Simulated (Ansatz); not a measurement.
## Mg: pressure as volume per atom varies

All results are calculated (Ansatz 0.2.0). Periodic Kohn-Sham DFT of a crystal at fixed atoms; pressure and stress are positive in compression; the energy is the free energy less that of spherical unpolarised free atoms; site moments are those in the method's own spheres, positive along +z.

Cell of the first row (space group Im-3m, No. 229):
```
Mg
1.0
     -1.4464     1.4464     1.4464
      1.4464    -1.4464     1.4464
      1.4464     1.4464    -1.4464
Mg
1
Direct
  0.00000 0.00000 0.00000
```

Settings of every row: method all-electron LAPW; functional LDA; relativity scalar; k mesh 19x19x19; filling fermi-dirac; smearing width 0.03 eV; basis error target 0.5 meV/atom; nucleus gaussian.

Atom start moment: 0 on all atoms.

Limits: all rows lie far from zero pressure.

```csv
row,volume per atom (Å³),pressure (GPa),energy less free atoms (eV/atom)
1,12.103,70.116,-0.4468
2,12.36,64.874,-0.5552
3,12.618,60.037,-0.6556
4,12.747,57.758,-0.7029
5,12.875,?,?
6,13.004,53.458,-0.7922
7,13.133,51.43,-0.8343
8,13.39,47.598,-0.9139
9,13.648,44.045,-0.9875
```

Question: what pressure should row 5 give?

Worked fit of pressure. Take u = (V_r/V)^(2/3) − 1 with V_r = 12.875 Å³ an atom, which is twice the finite (Eulerian) strain; such expansions in the strain, on which the Birch-Murnaghan equation of state is built, carry the rest volume and the bulk modulus. The shown rows have u = 0.04208, 0.02759, 0.01353, 0.00668, -0.00662, -0.01314, -0.02581, -0.03812. Least squares give pressure = 55.5724 + 322.814 × u + 537.47 × u² GPa; a straight line predicts inner rows, each left out in turn, worse (root mean square 0.27 against 0.009 GPa). The rows lie off it by 0.008, -0.014, -0.001, 0.005, -0.001, 0.007, -0.001, -0.003 (root mean square 0.0066 GPa). The withheld row has u = 0, so the fit gives 55.5724 + 322.814 × (0) + 537.47 × (0)² = 55.572 GPa.

The calculation gave 55.566 GPa. The fit lies 0.006 GPa (0.023 % of the column's range) above it; its largest miss of a shown row is 0.014 GPa.

The other values of row 5: energy less free atoms -0.7484 eV/atom.
